Planning a high-pressure run on Co2Ge calls for an estimate of how far the sample will shrink, and the handiest one uses a single bulk modulus known near ambient pressure. The decision is how far up in pressure that one number may be trusted. It depends on why the crystal gives way less and less as it is squeezed. The table follows the cell from slight tension to 60 GPa, computed with density functional theory.

Co2Ge (P6_3/mmc, 6-atom cell), relaxed under hydrostatic pressure at zero temperature with its symmetry kept. Changes are relative to the cell relaxed at zero pressure; the energy excludes the pressure–volume term. Ansatz 0.2.0, DFT with PBEsol, plane-wave PAW, scalar-relativistic, no spin polarisation, 420 eV cutoff, 12×12×8 k mesh, Gaussian smearing of 0.1 eV.

```
applied pressure (GPa)  volume change (%)  a change (%)  c change (%)  energy change (meV/atom)
                    -3               1.35          0.40          0.53                       1.4
                     3              -1.28         -0.39         -0.51                       1.3
                     8              -3.18         -0.97         -1.27                       8.4
                    15              -5.55         -1.71         -2.22                      27.1
                    30              -9.74         -3.08         -3.91                      91.4
                    60             -15.95         -5.21         -6.46                     280.6
```

The volume change is counted from the volume at zero pressure. Around zero pressure, each gigapascal takes about 0.44 % of that original volume. Between 30 and 60 GPa it takes only 0.21 %, less than half as much. The two hexagonal cell lengths, a in the plane and c along the axis, show the same slowing.

The tempting explanation is that less volume is left to squeeze. If the material itself stays equally stiff, each gigapascal removes the same fraction of what remains, and so a smaller piece of the original. With P for the pressure, V for the volume, V0 for its value at zero pressure and B0 for the bulk modulus there, this reads

V/V0 = exp(−P/B0)

The two rows at −3 and 3 GPa, taken at the pressures that the runs actually reached, which differ slightly from these targets, give B0 = 230 GPa. At 60 GPa the formula then predicts a shrinkage of 23.0 %, while the calculation gives 15.95 %. A plain straight line would give 26.1 %, so the dwindling remainder is a real effect, but it accounts for only about 3 of the 10 percentage points between the line and the calculation.

A second explanation looks to the shape of the cell. At the start c is more compressible than a, by about a third, so perhaps the soft direction closes first and leaves a stiff crystal behind. The cell lengths do not bear this out. Averaged up to 60 GPa, the compressibility falls to 65 % of its initial value along c and to 68 % along a. If c alone had stiffened, the crystal would have shrunk by 20.0 %, still well beyond the computed value; if a alone had, by 19.0 %. Both directions have to stiffen.

What remains is that the crystal as a whole becomes stiffer, and the numbers show this directly. The bulk modulus, taken from one row to the next, rises at every step, from 230 GPa around zero pressure to about 420 GPa between 30 and 60 GPa. The runs do not split the energy into its parts, but the expected reason lies in the balance that holds a solid together. Attraction pulls the atoms inwards and repulsion pushes them apart; at zero pressure the two cancel. When the atoms come closer both grow, but the repulsion grows faster and ever more steeply, so each further step inwards meets a stiffer resistance.

A simple energy curve shows that such stiffening is to be expected. Let the repulsive energy grow as 1/Vⁿ and the attractive energy as 1/Vᵐ, with n larger than m:

E = C/Vⁿ − A/Vᵐ

Here C and A are positive constants. Differentiating once gives the pressure and once more the bulk modulus B. At the balance point, B rises with pressure at the rate

B′ = dB/dP = n + m + 2

Since n and m are both positive, B′ must exceed 2. A constant bulk modulus would need B′ = 0, which this kind of balance does not allow.

The simplest metal, a gas of free electrons held by positive charge, puts numbers to the exponents. Squeezing the electrons shortens their wavelengths, and their kinetic energy rises as the inverse square of the length, so n = 2/3. The electrical attraction rises only as the inverse length, so m = 1/3, and B′ is 3. With the same initial stiffness, this curve needs 52 GPa to reach the smallest volume in the table, where a constant modulus needs only 40 GPa and the calculation 60 GPa. Only the shape of the curve is compared here, since its initial stiffness was taken from the calculation; on that footing Co2Ge stiffens more steeply than free electrons would. Two causes are plausible. The conduction electrons are pressed against the inner shells of the atoms, which makes the repulsion steeper (a larger n), and the bonding between d electrons strengthens faster than the inverse length (a larger m). Either raises B′, though these calculations do not separate them.

For estimates within the range of the table it is enough to let the bulk modulus rise linearly with the pressure, B = B0 + B′P. Adding up the small compressions then gives the Murnaghan equation:

ln(V/V0) = −(1/B′) ln(1 + B′P/B0)

Fitted to the four rows from −3 to 15 GPa, it gives B0 = 230 GPa and B′ of about 4.6. The row at 60 GPa was not part of the fit, so it makes a fair trial:

1 + 4.6 × 60/230 = 2.20
ln(V/V0) = −0.788/4.6 = −0.171
V/V0 = 0.842 (from the unrounded logarithm)

That is a shrinkage of 15.8 %, within 0.2 percentage points of the calculation. The small miss has a direction: the computed crystal is slightly softer at the top than the formula says, because its stiffness rises a little more slowly at high pressure. The miss grows from 0.02 points at 30 GPa to 0.19 at 60 GPa, where it is worth about 1 GPa in pressure. This is the known weakness of a fixed B′; the Birch–Murnaghan and Vinet equations, in which B′ falls under compression, are expected to hold better at the top of this range and beyond. The printed analysis after this text compares the models row by row.

The energy change tells the same story from another side. It is the work stored in the crystal by compression, which is the pressure added up over the whole change of volume, not just its value at the end. At 60 GPa the table gives 280.6 meV per atom, the energy extrapolated to zero smearing; the smeared free energy, to which the computed pressure strictly belongs, gives 281 meV. A constant modulus would store only 214 meV at the same volume, while the rising one gives 283 meV. Since pressure and energy come from the same calculation, the agreement shows that the picture is consistent; it is no separate evidence for the source of the repulsion.

The decision now comes down to one ratio, the pressure divided by the initial bulk modulus. As long as it is small, a constant modulus overstates the shrinkage by a fraction of about B′P/(2B0). For Co2Ge this makes 8 % of the shrinkage at 8 GPa, as the computed rows confirm. At 60 GPa the overstatement has grown to 44 %, and the rising modulus is needed. The same ratio lets one judge a related metal: with a similar B′, a crystal half as stiff should reach the same relative error at half the pressure.

Three limits matter for a real sample. The calculation allowed no magnetism; if Co2Ge carries magnetic moments at low pressure, its initial volume and stiffness could differ from those found here. The cell also kept its hexagonal symmetry throughout, so the orthorhombic form in which Co2Ge is also known was out of reach. A change to another crystal structure could add a sudden loss of volume, which a smooth curve of this kind does not contain. Lastly, the PBEsol functional ran on PAW datasets made for PBE, which may shift the computed volume and stiffness.

The analysis program printed:

```
fit of y on 4 rows (applied_pressure < 20): coefficient of log(1 + s*p) -0.2174 +/- 0.00013, s 0.02002; rms 2.92e-05, worst 3 -5.16e-05, leave-one-out rms 5.39e-05
  rows outside the fit (model, value, miss): 30 -0.1022, -0.1025, 0.00024; 60 -0.1715, -0.1738, 0.00222
Volume change in % and energy change in meV an atom by model:
  row  volume straight line  volume constant B  volume rising B  energy constant B  energy rising B
   -3                 1.297              1.306            1.347              1.444            1.413
    3                -1.332             -1.323           -1.285              1.309            1.335
    8                -3.483             -3.423           -3.181              8.132            8.544
   15                -6.525             -6.317           -5.549              24.97            27.28
   30                -13.05             -12.23           -9.718              78.06            91.73
   60                 -26.1             -22.97           -15.76              214.1            283.3
Steps from the row before:
  row  middle pressure in GPa  % of V0 lost per GPa  bulk modulus in GPa
    3                 0.03971                0.4352                229.9
    8                   5.534                0.3843                254.4
   15                    11.5                0.3389                282.1
   30                   22.49                0.2796                330.3
   60                   44.99                 0.207                420.9
Bulk modulus from the rows at -3 and 3 GPa (GPa): 229.9
Bulk modulus at zero pressure from the fit (GPa): 229.7
Rise of the bulk modulus per GPa of pressure from the fit: 4.599
Straight line at 60 GPa, excess shrinkage (percentage points): 10.15
Constant B at 60 GPa, excess shrinkage (percentage points): 7.021
Rising B at 60 GPa, excess shrinkage (percentage points): -0.1871
Pressure that constant B gives at the volume of the 60 GPa row (GPa): 39.94
Pressure that the electron-gas curve gives at that volume (GPa): 51.84
Initial compressibility along a (% per GPa): 0.1307
Initial compressibility along c (% per GPa): 0.1721
Mean compressibility along a from 0 to 60 GPa (% of its initial value): 68.23
Mean compressibility along c from 0 to 60 GPa (% of its initial value): 64.69
Volume change at 60 GPa if only c had stiffened (%): -20.04
Volume change at 60 GPa if only a had stiffened (%): -18.96
```
